An electronegative atom pulls electrons out of the ring it is bound to, so the simplest guess is that fluorine should weaken the ring current of a 2-substituted pyridine most and carbon-bound groups least. The PBE0 shieldings below follow that guess only in part. The four carbonyl and cyano rings do give the strongest signal, but fluorine lies within 0.5 ppm of them, and the weakest signals belong to nitrogen, an atom of middling electronegativity.

2-Substituted pyridines *c1ccccn1 (SMILES; * is the group, the marked atom the ring carbon that bears it), computed with PySCF 2.14.0 at the PBE0/pcSseg-1 level with density fitting, non-relativistic and in the gas phase, on GFN2-xTB geometries. NICS values are negative GIAO shieldings; electronegativities are Pauling's tabulated values.

| group * | formula | binding atom | its electronegativity | point group | bond from the marked atom to the group (Å) | NICS(0) (ppm) | NICS(1) (ppm) | NICS(1)zz (ppm) | HOMO-LUMO gap (eV) |
| --- | --- | --- | --- | --- | --- | --- | --- | --- | --- |
| *C#N | C6H4N2 | C | 2.550 | Cs | 1.423 | -7.7 | -11.4 | -28.2 | 6.23 |
| *C=O | C6H5NO | C | 2.550 | Cs | 1.477 | -7.2 | -11.4 | -28.4 | 5.38 |
| *C(C)=O | C7H7NO | C | 2.550 | Cs | 1.494 | -7.3 | -11.4 | -28.2 | 5.30 |
| *C=C=C | C8H7N | C | 2.550 | Cs | 1.458 | -6.4 | -10.5 | -26.2 | 5.61 |
| *C(=O)OC | C7H7NO2 | C | 2.550 | Cs | 1.493 | -7.5 | -11.5 | -28.3 | 5.86 |
| *N | C5H6N2 | N | 3.040 | C1 | 1.367 | -6.3 | -9.4 | -23.1 | 5.78 |
| *N(C)C | C7H10N2 | N | 3.040 | n/a | 1.358 | -6.0 | -9.3 | -22.1 | 5.34 |
| *NCC | C7H10N2 | N | 3.040 | C1 | 1.363 | -5.8 | -9.1 | -21.8 | 5.53 |
| *Cl | C5H4ClN | Cl | 3.160 | Cs | 1.721 | -7.9 | -10.9 | -27.1 | 6.46 |
| *OC | C6H7NO | O | 3.440 | Cs | 1.344 | -7.6 | -10.5 | -25.8 | 6.14 |
| *OC(C)=O | C7H7NO2 | O | 3.440 | n/a | 1.378 | -8.6 | -11.2 | -27.9 | 6.61 |
| *F | C5H4FN | F | 3.980 | Cs | 1.340 | -8.9 | -11.2 | -27.9 | 6.64 |

In the group labels the star marks the bond to the ring and hydrogens are implicit: \*N is amino, \*NCC ethylamino, \*OC methoxy, \*OC(C)=O acetoxy, \*C=C=C allenyl. A nucleus-independent chemical shift (NICS) is the negative of the magnetic shielding at an empty point. NICS(0) is taken at the ring centre, NICS(1) at 1 Å off it as the mean of both faces, and NICS(1)zz is the part of the latter along the ring normal. A field along the normal drives a diatropic π current round the ring, which shields points on the axis, so a more negative NICS(1)zz is read as a stronger current. The probe also feels every other induced current nearby, those of the group included, so it is an indirect gauge.

NICS(1)zz spans 6.6 ppm. Its correlation coefficient with electronegativity is only +0.14. The HOMO-LUMO gap does little better: the formyl and dimethylamino rings have gaps within 0.04 eV of each other and differ by 6.3 ppm.

What seems to order the rows is the readiness of the group to push a π pair into the ring, and the benzyl anion in Hückel theory is the simpler system that shows how. There the extra pair sits in a non-bonding orbital that lies on the exocyclic carbon and on the ortho and para carbons and has nodes at the meta carbons. An amino or methoxy group is a weaker version: its lone pair lies lower in energy and leaks less. With β the coupling between the lone pair and the ring carbon, and Δ the energy distance to the empty π* orbital, second-order perturbation theory gives an admixed weight of about (β/Δ)². That weight belongs to a structure with a double bond to the group and fixed double bonds in the ring, which does not support the full six-electron circulation. To lowest order the loss of current is then proportional to (β/Δ)². The analogy tells where the charge goes and what sets its amount. It says nothing of the size in ppm, of σ electrons, or of the ring nitrogen, which here occupies one ortho position and takes charge more readily than carbon.

The populations of the same calculation bear out the pattern. Across the twelve rings the charge (intrinsic atomic orbital partition) on the carbon para to the group varies by 0.070 e, from about −0.17 e for the four acceptors to −0.23 e for the amines, while that on the meta carbon C4 varies by 0.010 e. The para charge correlates with NICS(1)zz at −0.93. Mayer bond orders were computed for all twelve rings, but only acetyl, methoxy, chloro and fluoro are compared here; the amines, the strongest donors and so the sharpest test, are left out of this comparison. From acetyl to methoxy, C3–C4 and C5–C6 rise while C4–C5 and C6–N fall, as the structure with the negative charge on the ring nitrogen demands; from acetyl to chloro all four changes recur, more weakly, and from acetyl to fluoro the last three do, but C3–C4 falls slightly instead of rising. In both halogen rings, however, the bond from the marked atom to the ring nitrogen rises, where that structure would lower it, and in the fluoro ring so does the bond from the marked atom to C3. The charges, and the bond orders of the rings compared, thus agree with the argument for the most part; they do not prove that donation causes the loss. Fluorine shows the slack in the link, since it puts more charge on the para carbon than chlorine or allenyl do and yet shifts NICS(1)zz less than either.

A hand estimate needs a number for donor strength, and the substituent constant σp⁺, which chemists derive from reactions that build positive charge para to a group on benzene, serves. With D = −σp⁺ for donors and D = 0 wherever σp⁺ is positive, a straight line fitted to all twelve rows rounds to

NICS(1)zz ≈ −28 + 3.5 D (ppm).

The values of D are rough, recalled ones: 1.3 for amino, 1.7 for dimethylamino, 1.8 for ethylamino (borrowed from methylamino), 0.78 for methoxy, 0.19 for acetoxy, 0.16 for allenyl (borrowed from vinyl), 0.07 for fluorine, and zero for chlorine and the acceptors. An error of 0.1 in D moves the estimate by 0.35 ppm. The cut at zero is read off the table, where cyano, formyl, acetyl and ester lie within 0.2 ppm of one another, too close to rank. It is not derived: the same perturbation argument would let an acceptor drain the ring π orbitals, and that the electron-poor pyridine ring resists such draining is a guess. The constant −28 is thus the level of weakly perturbed and acceptor-bearing rings, not the value of pyridine itself.

The other two columns follow. An isotropic shift is a third of the trace of the tensor, so NICS(1) equals NICS(1)zz/3 plus a third of the two in-plane components. In the table this remainder stays between −2.07 and −1.70 ppm, a wider spread than the 0.07 ppm either way that rounding of the printed digits allows, but narrow enough to be replaced by its mean, which gives

NICS(1) ≈ NICS(1)zz/3 − 1.9.

NICS(0) behaves differently. From formyl to fluoro it becomes 1.7 ppm more negative while NICS(1)zz becomes 0.5 ppm less negative. It is well established that a probe at the centre, surrounded by the σ framework, picks up large σ and in-plane contributions, and a group that polarises that framework should act on them through the electronegativity χ of its binding atom. Adding such a term to a fit over all rows lowers the rms residual from 0.65 to 0.28 ppm and gives

NICS(0) ≈ −7.3 + 1.2 D − 1.3 (χ − 2.55).

That the last term measures a σ effect is argued, not shown, and with three constants and only five distinct binding atoms the coefficients carry no meaning of their own. Electronegativity does help, then, as a fitted term in this column, and with the sign opposite to the opening guess.

For the amino ring D = 1.3 and χ = 3.04. The first rule gives −28 + 4.55 = −23.45 ppm against −23.1 in the table, an error of 1.5 % of the tabulated value. A third of −23.45 is −7.82, so NICS(1) ≈ −9.7 against −9.4. For the centre, −7.3 + 1.56 − 0.64 ≈ −6.4 against −6.3. For methoxy, D = 0.78 and χ = 3.44 give −28 + 2.73 = −25.27 against −25.8 (2.1 %), then −8.42 − 1.9 ≈ −10.3 against −10.5, and −7.3 + 0.94 − 1.16 ≈ −7.5 against −7.6. Both rows were part of the fits, so this agreement flatters the rules.

Over the table the rule for NICS(1)zz has an rms error of 0.53 ppm, where guessing the mean would give 2.41, and predicting each row from a line fitted to the other eleven gives 0.61 ppm. Eight rows fall within 0.5 ppm. The rules for NICS(1) and NICS(0) have rms errors of 0.25 and 0.28 ppm, where guessing the mean would give 0.86 and 0.94 ppm; the row-by-row residuals are in the output after this text. The slope leans on the three amines: fitted without them it drops to 2.9, and the amines are then predicted about 1 ppm too negative. Between D = 0.2 and 1.3 methoxy stands alone, so a straight line is a convenience, and a gently upward curve is not excluded.

Allenyl is the worst row in all three rules, 1.2 ppm less negative in NICS(1)zz than predicted. Its D is borrowed, and a carbon π system can both give and take π density, which one donor constant cannot express; either may be the reason. Chlorine is 0.9 ppm less negative than the rule. Its σp⁺ is slightly positive because inductive pull outweighs donation in the sum, so the cut sets D to zero although its lone pairs still conjugate. Yet removing the inductive part from every constant makes the fit worse, 0.78 ppm rms, with acetoxy missed by 1.5 ppm. The inductive constants used for this are recalled too, and acetoxy is twisted by about 41° out of the ring plane, which no tabulated constant takes into account, so the test leaves open how much of the success of σp⁺ is due to resonance.

A rule built on the table's own electronegativities, in which a lone pair donates more the further its atom lies below fluorine, stands in for Δ only and misses by 1.41 ppm rms. Its two largest failures are instructive. Chlorine has an electronegativity near that of nitrogen, but its 3p lone pair overlaps poorly across a bond of 1.721 Å, so β is small. Methoxy and acetoxy share the oxygen and differ by 2.1 ppm, for which there are two likely causes. The acyl group competes for the same lone pair, and acetoxy is also twisted: in the geometry used, the dihedral angle from the acyl carbon through the oxygen and the marked atom to C3 is about 41°, whereas methoxy lies in the ring plane. If β goes as the cosine of that angle, the twist alone cuts β² to a little over half. The longer bond to the ring, 1.378 Å against 1.344 Å, fits weaker conjugation from either cause, and these rows cannot separate the two. The twist also breaks the mirror plane of the ring, whose two faces differ by 0.49 ppm in NICS(1)zz. The amino ring, whose faces differ by 0.29 ppm, is a milder case of lost symmetry. Every row is a single conformer without vibrational averaging, and the error from this is untested.

The same reasoning suggests, without a row to confirm it, that acylating an amine should move it back towards −28 (how far, the acetoxy row cannot say, being twisted as well as acylated), that twisting a dialkylamino group out of conjugation should do likewise, and that hydroxy should fall near methoxy, provided the molecule is in its hydroxy form and not the tautomer 2-pyridone, to which these rules do not apply. The constants belong to neutral groups at the 2-position of pyridine, with D up to 1.8, at this one functional, basis and set of semi-empirical geometries. At another position the ring nitrogen no longer sits ortho to the group, and both the plateau and the slope would have to be found again; charged groups, fused rings and heavier binding atoms, where relativity, left out of these calculations, begins to matter, lie outside the range.

The analysis program printed:

```
all NICS in ppm; residual = table - rule; rounding floor: max 0.05, rms 0.029
zz range -28.4..-21.8, span 6.6; guess-the-mean rms zz 2.41, n1 0.86, n0 0.94
rule1 zz=a+b*D: p=[-27.99   3.47] rms 0.53 LOO 0.61 worst *C=C=C +1.23, *Cl +0.89
rival a: zz vs (EN_F-EN), lone-pair atoms, else 0: p=[-28.11   4.73] rms 1.41 LOO 1.70 worst *Cl -2.87, *OC(C)=O -2.34
rival b: zz vs max(0,F-sigma+): p=[-28.46   3.37] rms 0.78 LOO 0.88 worst *OC(C)=O -1.50, *C=C=C +1.28
check: zz vs para IAO charge (ppm/e): p=[-43.88 -90.5 ] rms 0.89 LOO 1.04 worst *F -1.82, *OC(C)=O -1.28
n1 vs zz, free slope (theory 1/3): p=[-1.31  0.36] rms 0.08 LOO 0.10 worst *C=C=C +0.13, *N +0.13
n0 vs D only: p=[-7.77  1.01] rms 0.65 LOO 0.73 worst *C=C=C +1.21, *F -1.20
rule3 n0=a+b*D+c*(EN-EN_C): p=[-7.27  1.17 -1.33] rms 0.28 LOO 0.36 worst *C=C=C +0.68, *C#N -0.43
n1-zz/3: mean -1.90, range -2.07..-1.70, rms 0.10, rounding max 0.07
hand rules: zz=-28.0+3.5D; n1=zz/3-1.9; n0=-7.3+1.2D-1.3(EN-2.55)
group      D    zz_rule res   res% | n1_rule res | n0_rule res | q_para
*C#N      0.00  -28.00 -0.20  0.7 | -11.23 -0.17 | -7.30 -0.40 | -0.166
*C=O      0.00  -28.00 -0.40  1.4 | -11.23 -0.17 | -7.30 +0.10 | -0.165
*C(C)=O   0.00  -28.00 -0.20  0.7 | -11.23 -0.17 | -7.30 +0.00 | -0.169
*C=C=C    0.16  -27.44 +1.24  4.7 | -11.05 +0.55 | -7.11 +0.71 | -0.190
*C(=O)OC  0.00  -28.00 -0.30  1.1 | -11.23 -0.27 | -7.30 -0.20 | -0.169
*N        1.30  -23.45 +0.35  1.5 |  -9.72 +0.32 | -6.38 +0.08 | -0.227
*N(C)C    1.70  -22.05 -0.05  0.2 |  -9.25 -0.05 | -5.90 -0.10 | -0.235
*NCC      1.80  -21.70 -0.10  0.5 |  -9.13 +0.03 | -5.78 -0.02 | -0.231
*Cl       0.00  -28.00 +0.90  3.3 | -11.23 +0.33 | -8.09 +0.19 | -0.187
*OC       0.78  -25.27 -0.53  2.1 | -10.32 -0.18 | -7.52 -0.08 | -0.212
*OC(C)=O  0.19  -27.34 -0.56  2.0 | -11.01 -0.19 | -8.23 -0.37 | -0.191
*F        0.07  -27.75 -0.14  0.5 | -11.15 -0.05 | -9.08 +0.18 | -0.197
hand rule zz: rms 0.53, max 1.24 (*C=C=C), within 0.5: 8/12
hand rule n1: rms 0.25, max 0.55 (*C=C=C), within 0.5: 11/12
hand rule n0: rms 0.28, max 0.71 (*C=C=C), within 0.5: 11/12
worked *N: bD=4.55, zz/3=-7.82; n0 terms +1.56 (D), -0.64 (dEN=0.49)
worked *OC: bD=2.73, zz/3=-8.42; n0 terms +0.94 (D), -1.16 (dEN=0.89)
leverage test, fit without amines: a=-27.94 b=2.91; amine residuals [1.07 0.9  0.91]
error of 0.1 in recalled sigma+ shifts zz by 0.35
r(zz,.): EN +0.14 gap -0.39 D +0.98 q_para -0.93 q_meta +0.52 n0 +0.79
charge span (e): para 0.070, meta 0.010
acceptor plateau: mean -28.27, spread zz 0.2, n0 0.5, gap 0.93 eV
loss from plateau: *C=C=C 2.1 (7%), *N 5.2 (18%), *N(C)C 6.2 (22%), *NCC 6.5 (23%), *Cl 1.2 (4%), *OC 2.5 (9%), *OC(C)=O 0.4 (1%), *F 0.4 (1%)
*N(C)C minus *C=O: zz +6.3, n0 +1.2, gap -0.04 eV, EN +0.49
*OC minus *OC(C)=O: zz +2.1, n0 +1.0, gap -0.47 eV, EN +0.00
*F minus *C=O: zz +0.5, n0 -1.7, gap +1.26 eV, EN +1.43
face difference in zz: *N 0.29, *OC(C)=O 0.49
```
